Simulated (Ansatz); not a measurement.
# Cu: the change of energy above lowest point with volume scale

All results are calculated (Ansatz 0.2.0). Free energy against uniform scaling of the volume at fixed shape and fractions; periodic cell, basis, potentials, k mesh and filling as listed.

The cell before it is scaled or strained (space group P6_3/mmc, No. 194):
```
Cu
1.0
      2.5341     0.0000     0.0000
     -1.2670     2.1946     0.0000
      0.0000     0.0000     4.1126
Cu
2
Direct
  0.33333 0.66667 0.25000
  0.66667 0.33333 0.75000
```

Settings of every row: functional PBEsol; dispersion none; potentials all-electron LAPW; k mesh 13x13x7; k shift 0x0x0; occupations fermi dirac; smearing width 0.1 eV; spin none.

Limits: coarse k mesh, up to 40 meV an atom off; the cell comes from a prototype or a list of computed structures and needn't be the stable phase.

```csv
row,volume scale,V (Å³/atom),energy above lowest point (meV/atom)
1,0.94,10.75,15.9
2,0.96,10.978,5.1
3,0.98,11.207,0
4,1,11.436,0.1
5,1.02,11.664,?
6,1.04,11.893,13.3
7,1.06,12.122,25.5
```

Question: what energy above lowest point should row 5 give?

Worked fit of energy above lowest point. Take u = (V_r/V)^(2/3) − 1 with V_r = 11.322 Å³ an atom, which is twice the finite (Eulerian) strain; such expansions in the strain, on which the Birch-Murnaghan equation of state is built, carry the rest volume and the bulk modulus. The shown rows have u = 0.03517, 0.02078, 0.00683, -0.00666, -0.03227, -0.0445. Least squares give energy above lowest point = −0.55 − 7.7 × u + 13282 × u² + 6736 × u³ meV/atom; a parabola predicts inner rows, each left out in turn, worse (root mean square 0.13 against 0.025 meV/atom). All shown rows lie on it to the printed digit. Its lowest point lies at u = 0.0003, or V = 11.32 Å³ an atom, and the curvature there gives the bulk modulus at fixed shape and fractions, B = (4/9)(1 + u)² E″(u)/V = 167 GPa. Letting shape and atoms relax would as a rule lower it, by much in layered, chain or molecular crystals. The withheld row has u = -0.01964, so the fit gives −0.55 − 7.7 × (-0.01964) + 13282 × (-0.01964)² + 6736 × (-0.01964)³ = 4.7 meV/atom.

The calculation gave 4.7 meV/atom. The fit meets it to the printed digit.
